\section*{Pricing the surface correction to a vacancy energy: palladium}

\subsection*{The liquid drop and what a functional misses}

In the liquid-drop model of Perdew, Wang and Engel (1991) a piece of metal has a volume energy, a surface energy $\sigma$ per area and a curvature energy $\frac{\gamma}{2}\int H\,dA$. Here $H$ is the mean curvature, $+1/R$ on a convex sphere of metal and $-1/R$ on the wall of a spherical void. One atom occupies the radius $R=z^{1/3}r_s$, with valence $z$ and density parameter $r_s$. Cohesion turns a bulk atom into a free drop. A vacancy moves an atom to a bulk-like site elsewhere and leaves a void. The volume term cancels in both.

\textbf{Predict.} Which combination of the two energies is free of $\gamma$?

The curvature integral is $\frac{\gamma}{2}\,4\pi R^2(\pm 1/R)$, so
\begin{equation}
E_{\rm vac}=4\pi R^2\sigma-2\pi R\gamma,\qquad E_{\rm coh}=4\pi R^2\sigma+2\pi R\gamma,\qquad E_{\rm vac}+E_{\rm coh}=8\pi R^2\sigma .
\end{equation}
For fcc Pd, a contact metal, a typical lattice constant $a=3.89$ \AA{} gives the atomic volume $\Omega=a^3/4=14.72$ \AA$^3$, $R=1.52$ \AA{} (used as rounded) and $4\pi R^2=29.0$ \AA$^2$. The compiled vacancy energy of 1.85 eV (Mehl 1996) and a typical cohesive energy of 3.9 eV imply the model values $\sigma=1.6$ J/m$^2$ and $\gamma=0.11$ eV/\AA.

Change the exchange-correlation functional from an approximation (DFA) to the exact one. Both total energies are stationary in the density, so to first order they differ by the change of $E_{xc}$ at fixed density. If the DFA is exact for the uniform gas, the difference sits on the void wall:
\begin{equation}
\Delta=E_{\rm vac}^{\rm exact}-E_{\rm vac}^{\rm DFA}=4\pi R^2\Delta\sigma-2\pi R\,\Delta\gamma+C+\dots\equiv A_{\rm eff}\,\Delta\sigma ,
\label{corr}
\end{equation}
with $\Delta\sigma=\sigma_{xc}^{\rm exact}-\sigma_{xc}^{\rm DFA}$ of the flat jellium surface at the bulk $r_s$, and $C$ independent of $R$. Mattsson and Mattsson (2002) applied such a correction to Pt, Pd and Mo. The question is how cheaply $\Delta$ can be had.

\subsection*{A model with an exact answer}

Freeze the pair correlation at its bulk shape. The ``exact'' functional is then $-\frac{W}{2}\iint nKn'$, with $K$ a normalised Gaussian of variance $l^2$ per direction, and the DFA is its local limit $-\frac{W}{2}\int n^2$. Write $n=n_0(1-u)$, where $u$ is a ball of radius $R$ folded with a Gaussian of variance $s^2$, which keeps the removed charge fixed. Terms linear in $u$ cancel because $\int K=1$. With $B=Wn_0^2/2$,
\begin{equation}
\Delta=B\Big[\int u^2-\iint uKu'\Big]=B\,[F(\tau_0)-F(\tau_1)],\qquad \tau_0=2s^2,\quad \tau_1=2s^2+l^2 .
\end{equation}
Variances add under folding, so $F(\tau)$ is the overlap volume of two sharp balls at separation $d$, averaged over a Gaussian $d$ of variance $\tau$. With $V=4\pi R^3/3$ that overlap is
\begin{equation}
V-\pi R^2 d+\frac{\pi}{12}d^3=\frac{\pi}{12}(d-2R)^2(d+4R)\quad(d<2R),
\label{lens}
\end{equation}
and zero beyond. Integrating up to $2R$ gives
\begin{equation}
F=V\,{\rm erf}\Big(R\sqrt{2/\tau}\Big)-\sqrt{2\pi\tau}\Big[2R^2-\tfrac23\tau-\tfrac23(R^2-\tau)e^{-2R^2/\tau}\Big].
\label{exact}
\end{equation}

\textbf{Predict.} Read the powers of $R$ in Eq.~(\ref{lens}). What is $\Delta\gamma$?

It is zero, since no term is linear in $R$. A quadratic functional with a symmetric edge cannot tell a drop from a void. Extending the average to all $d$, with $\langle d\rangle=2\sqrt{2\tau/\pi}$ and $\langle d^3\rangle=8\sqrt{2/\pi}\,\tau^{3/2}$, gives
\begin{equation}
\Delta\sigma=B\,\frac{\sqrt{\tau_1}-\sqrt{\tau_0}}{\sqrt{2\pi}},\qquad C=-\tfrac23\sqrt{2\pi}\,B\,\big(\tau_1^{3/2}-\tau_0^{3/2}\big).
\end{equation}
The assumed inputs are $s=0.5$ \AA, $l=0.6$ \AA{} and $\Delta\sigma=0.30$ J/m$^2=0.0187$ eV/\AA$^2$, the last chosen to give a correction of the typical size for a GGA. Then $\tau_0=0.50$ \AA$^2$, $\tau_1=0.86$ \AA$^2$, and $B=0.213$ eV/\AA$^3$ is fixed by $\Delta\sigma$. Equation~(\ref{exact}) gives $\Delta=0.3866$ eV, hence $A_{\rm eff}=20.6$ \AA$^2$, a fraction 0.71 of the Wigner--Seitz sphere.

\subsection*{Method P: the surface correction}

P1 keeps $4\pi R^2\Delta\sigma=0.5436$ eV. P2 adds $C=-0.1581$ eV and gives 0.3855 eV. Both use one-dimensional data on $M$ points. Folding kernel and edge profile costs $M^2$ multiply-adds, each moment costs $M$, and the memory is $M$. This work is paid once per $r_s$, after which each vacancy costs one multiplication.

\textbf{Predict.} Does a finer mesh bring P1 to the exact answer?

It does not. The trapezoid rule for $\langle d\rangle$ has an integrand starting as $d^3$, so its mesh error falls as $h^4\propto M^{-4}$, but a floor remains:
\begin{equation}
\frac{|C|}{4\pi R^2\Delta\sigma}=\frac{\tau_0+\sqrt{\tau_0\tau_1}+\tau_1}{3R^2}=0.29 .
\end{equation}
This floor falls as $R^{-2}$ with void size, and as $R^{-1}$ when $\Delta\gamma\neq0$. For the monovacancy P1 overshoots by 157 meV, or 41 per cent. P2 errs only by counting separations $d>2R$, which carry the factor $e^{-2R^2/\tau_1}=0.0046$, and its floor is $-1.0$ meV. The model flatters P2, because here $C$ is a second moment of the same data. For a real functional $\Delta\gamma$ and $C$ need accurate energies of curved jellium, which planar tables do not contain.

\subsection*{Method G: more gradients}

In reciprocal space, with $y=q^2l^2/2$,
\begin{equation}
\Delta=B\int\!\frac{d^3q}{(2\pi)^3}\,|\tilde u|^2\,(1-e^{-y}),\qquad \tilde u=4\pi\,\frac{\sin qR-qR\cos qR}{q^3}\,e^{-q^2s^2/2}.
\end{equation}
Expanding $1-e^{-y}=y-y^2/2+y^3/6-\dots$ to order $m$ defines G$m$. G1 is $\frac{Bl^2}{2}\int|\nabla u|^2$, the GGA level, and higher orders need higher derivatives. On $N_G$ plane waves each order costs one transform, so the work is counted as $mN_G\log_2N_G$ and the memory is $N_G$.

\textbf{Predict.} The series for $e^{-y}$ converges for every $y$. Does G$m$ always converge?

Since $F(\tau)$ carries the weight $e^{-q^2\tau/2}$, G$m$ is the Taylor series of $-BF(\tau_0+l^2)$ in $l^2$ without its constant. $F$ is singular at $\tau=0$, so the series converges only for $x=l^2/2s^2<1$. The surface term of order $k$ is proportional to $\binom{1/2}{k}x^k$, which alternates and falls as $x^kk^{-3/2}$. A relative tolerance $\eta$ needs about $\ln\eta/\ln x$ orders at most, and an edge sharper than $s=l/\sqrt2$ defeats any order. Here $x=0.72$, and the continuum values 0.492, 0.355 and 0.399 eV deviate by $+105.8$, $-31.5$ and $+12.5$ meV. In the model the first gradient term moves the surface energy the right way. Real GGAs typically lower $\sigma_{xc}$ below LDA, away from the exact value, so G shows the most favourable case.

\subsection*{Method N: the nonlocal energy in a supercell}

In a cell of $N$ sites the integral becomes
\begin{equation}
\Delta_N=\frac{B}{N\Omega}\sum_{|G|\le q_c}|\tilde u(G)|^2\,\big(1-e^{-G^2l^2/2}\big),\qquad N_G\approx\frac{N\Omega q_c^3}{6\pi^2}.
\end{equation}
The sum is single only because the frozen kernel is translation invariant. A real hole depends on both end points and couples all pairs $G,G'$, so N is charged $N_G^2$ operations, as P was charged $M^2$. The memory is $N_G$ if the kernel is regenerated and $N_G^2$ if stored.

Two errors appear. Above the cutoff $|\tilde u|^2$ averages to $8\pi^2R^2q^{-4}e^{-q^2s^2}$ and $e^{-y}$ is small, so the lost part is about
\begin{equation}
4BR^2\int_{q_c}^\infty \frac{e^{-q^2s^2}}{q^2}\,dq\approx\frac{2BR^2}{s^2q_c^3}\,e^{-q_c^2s^2}.
\end{equation}
Periodic images at distance $D\propto N^{1/3}$ overlap across the gap $D-2R$ with a factor $e^{-(D-2R)^2/2\tau_1}$. Both $q_c$ and the gap grow as $\sqrt{\ln(1/\eta)}$, so there is no fixed floor, and at fixed cell the work grows as $N^2\ln^3(1/\eta)$.

\textbf{Predict.} The image factor is 0.030 for the 8-site fcc cell ($D=\sqrt2a=5.50$ \AA) and $2.1\times10^{-6}$ for the 32-site cube ($D=2a=7.78$ \AA). What are the sign of the image error and the price of removing it?

The wider Gaussian $\tau_1$ reaches the images more easily, and it enters with a minus sign, so the error is negative. The converged 8-site sum lies 1.4 meV low. Four times the volume means about 16 times the work.

\subsection*{The ledger}

Reciprocal vectors are $G=g(h_1,h_2,h_3)$ with $g=\pi/a=0.8076$ \AA$^{-1}$. The 8-site cell keeps triples that are all odd or all even. Cutting at $|h|^2=4$, 8, 20, 27, that is $q_c=1.62$, 2.28, 3.61, 4.20 \AA$^{-1}$, gives $N_G=15$, 27, 113, 169. The P meshes run to $d=5$ \AA. Deviations are from the exact 0.3866 eV.

\begin{center}
\begin{tabular}{llrrr}
\hline
method & size (memory) & work & $\Delta$ (eV) & deviation (meV)\\
\hline
P1 & $M=10$ & 110 & 0.542 & $+156$\\
P2 & $M=10$ & 120 & 0.384 & $-2$\\
P2 & $M=20$ & 440 & 0.385 & $-1.1$\\
G1 & $N_G=15$ & 59 & 0.408 & $+21.0$\\
G2 & $N_G=27$ & 257 & 0.355 & $-31.1$\\
G3 & $N_G=27$ & 385 & 0.374 & $-12.3$\\
G1 & $N_G=169$ & 1251 & 0.492 & $+105.1$\\
G2 & $N_G=169$ & 2501 & 0.355 & $-31.7$\\
G3 & $N_G=169$ & 3752 & 0.397 & $+10.1$\\
N & $N_G=15$ & 225 & 0.337 & $-49.8$\\
N & $N_G=27$ & 729 & 0.372 & $-14.9$\\
N & $N_G=113$ & 12769 & 0.383 & $-3.5$\\
N & $N_G=169$ & 28561 & 0.385 & $-1.5$\\
\hline
\end{tabular}
\end{center}

The 32-site cube at $q_c=4.20$ \AA$^{-1}$ has $N_G=619$, costs 383161 operations and lands within 1 meV.

\textbf{Predict.} G1 on 15 waves is the cheapest row and misses by 21 meV. Should it be trusted at that level?

It should not. A positive order error cancels a negative cutoff error, and refining the grid makes the result worse. Each G row is therefore credited with the larger of its listed and its continuum deviation. Work ratios below 2 count as ties.

\subsection*{Choosing}

Cheapest row for a stated accuracy, first with $C$ known and then with planar data only:
\begin{itemize}
\item 200 meV: G1 on 15 waves and P1 tie on a first evaluation at a work ratio of 1.9, while P2 costs just over twice G1. P wins from then on, since its data are reused while G and N are paid per defect.
\item 50 meV: P2 at $M=10$ and N on 15 waves tie on a first evaluation at a work ratio of 1.9, and P2 wins once its data are reused. Without $C$, N on 15 waves ties with G2 and G3 on 27 waves.
\item 20 meV: P2 at $M=10$. Without $C$, G3 and N on 27 waves tie at a work ratio of 1.9, and N is the safe one when $x$ is not known to be below 1.
\item 5 meV: P2 at $M=10$, which is 106 times cheaper than N on 113 waves, the choice without $C$.
\item 1 meV: only N in the 32-site cube, because P2 and the 8-site cell both have floors above the target.
\end{itemize}
Best row inside a budget:
\begin{itemize}
\item 150 operations: P2 at $M=10$. Without $C$, G1 (credited 105.8 meV) ahead of P1.
\item 1000 operations: P2 at $M=20$. Without $C$, G3 on 27 waves (credited 12.5 meV), just ahead of N.
\item $3\times10^4$ operations: still P2 at $M=20$. Without $C$, N on 169 waves.
\end{itemize}

\subsection*{What survives for palladium}

\textbf{Predict.} Which limits the corrected vacancy energy of Pd, the algorithm or the inputs?

The inputs do. First, the model has $\Delta\gamma=0$. If the wall that carries the error sits at $R-\delta$, then $4\pi(R-\delta)^2\Delta\sigma$ has the form of Eq.~(\ref{corr}) with $\Delta\gamma=4\delta\,\Delta\sigma$, and an assumed $\delta=0.1$ \AA{} removes $8\pi R\,\delta\,\Delta\sigma=72$ meV. Second, $R$ is fixed by the lattice but $r_s$ is not. Counting all ten valence electrons gives $r_s=1.33$ bohr, and an assumed two mobile ones give 2.28 bohr. If the profile scales with the Fermi wavelength, an exchange-like surface energy goes as $e^2k_F^3\propto z$, a factor of 5 between these limits. In practice $r_s$ and $A_{\rm eff}$ are therefore fitted to the computed density around the empty site. Even a 10 per cent change of $\Delta\sigma$ moves $\Delta$ by 39 meV.

Added to a typical GGA vacancy energy of 1.2 eV, the model's exact correction gives 1.6 eV and P1 gives 1.7 eV. The first lies 14 per cent below the compiled 1.85 eV (Mehl 1996). P1 lies closer although it is the worse approximation to the model, and since $\Delta\sigma$ was chosen for its size, neither distance tests the method. With input uncertainties of several tens of meV or more, the 5 meV and 1 meV rows buy nothing for Pd. The step worth paying for is the one from $4\pi R^2$ to a curvature-aware $A_{\rm eff}$, worth 0.16 eV in the model.